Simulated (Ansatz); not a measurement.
Ligand exchange: C2H7FSi2 + C2H6OSn → C2H8OSi2 + C2H5FSn

Species: C2H7FSi2 `C=C[SiH2][SiH2]F`, singlet; C2H6OSn `C[CH2][Sn][OH]`, singlet; C2H8OSi2 `C=C[SiH2][SiH2]O`, singlet; C2H5FSn `C[CH2][Sn][F]`, singlet. The partners trade F for OH: Si–F and Sn–OH bonds give way to Si–OH and Sn–F.

Shapes, held fixed at every level: PBE0-D4/def2-TZVP. Flexible molecules stand in one conformer, not always the lowest. Programs: Ansatz 0.2.0. The zero-point and thermal change to 298 K, harmonic and unscaled (PBE0-D4/def2-TZVP), is -0.2 kJ/mol.

```tsv
level	kind	ΔH(298 K) (kJ/mol)	less CCSD(T)/def2-TZVPP
HF/def2-TZVPP	Hartree–Fock	+1.5	-9.4
PBE-D4/def2-TZVPP	GGA	+5.2	-5.7
B3LYP-D4/def2-TZVPP	global hybrid	+4.6	-6.3
BHLYP-D4/def2-TZVPP	global hybrid	+3.5	-7.4
r2SCAN0-D4/def2-TZVPP	global hybrid	+4.5	-6.4
CCSD/def2-TZVPP	coupled cluster or CI	+9.3	-1.6
CCSD(T)/def2-TZVPP	coupled cluster or CI	+10.9	0.0
```

The highest level, CCSD(T)/def2-TZVPP, gives ΔH(298 K) = +10.9 kJ/mol; the levels span +1.5 to +10.9. The column of differences is taken from that level and isn't an error. No measured value is set beside it here. For atoms past krypton def2 sets carry core potentials with scalar relativity. Outer-core shells of Sn are correlated in most correlated rows, in sets that cover them unevenly.

The exchange is mildly endothermic at every level, so fluorine prefers silicon and hydroxide prefers the divalent tin centre. The preference is relative: both Si–F and Sn–F are strong, polar bonds, and most of their strength cancels against the corresponding bonds to oxygen. What remains probably reflects the particularly strong bond between fluorine and the small, electropositive silicon centre. π donation into the empty p orbital of the stannylene may add to it, since hydroxide is a better donor than fluoride and loses less by staying on tin.

Electron correlation reinforces this preference, raising the enthalpy from +1.5 kJ/mol in Hartree–Fock to +10.9 kJ/mol with CCSD(T). The density functionals agree on the direction but give a weaker preference, a gap that may owe as much to the slower basis-set convergence of the coupled-cluster values as to the functionals. The direction is therefore better supported than the magnitude. Whether the result carries over to tetravalent tin, which lacks both the lone pair and the vacant p orbital, is not tested here.
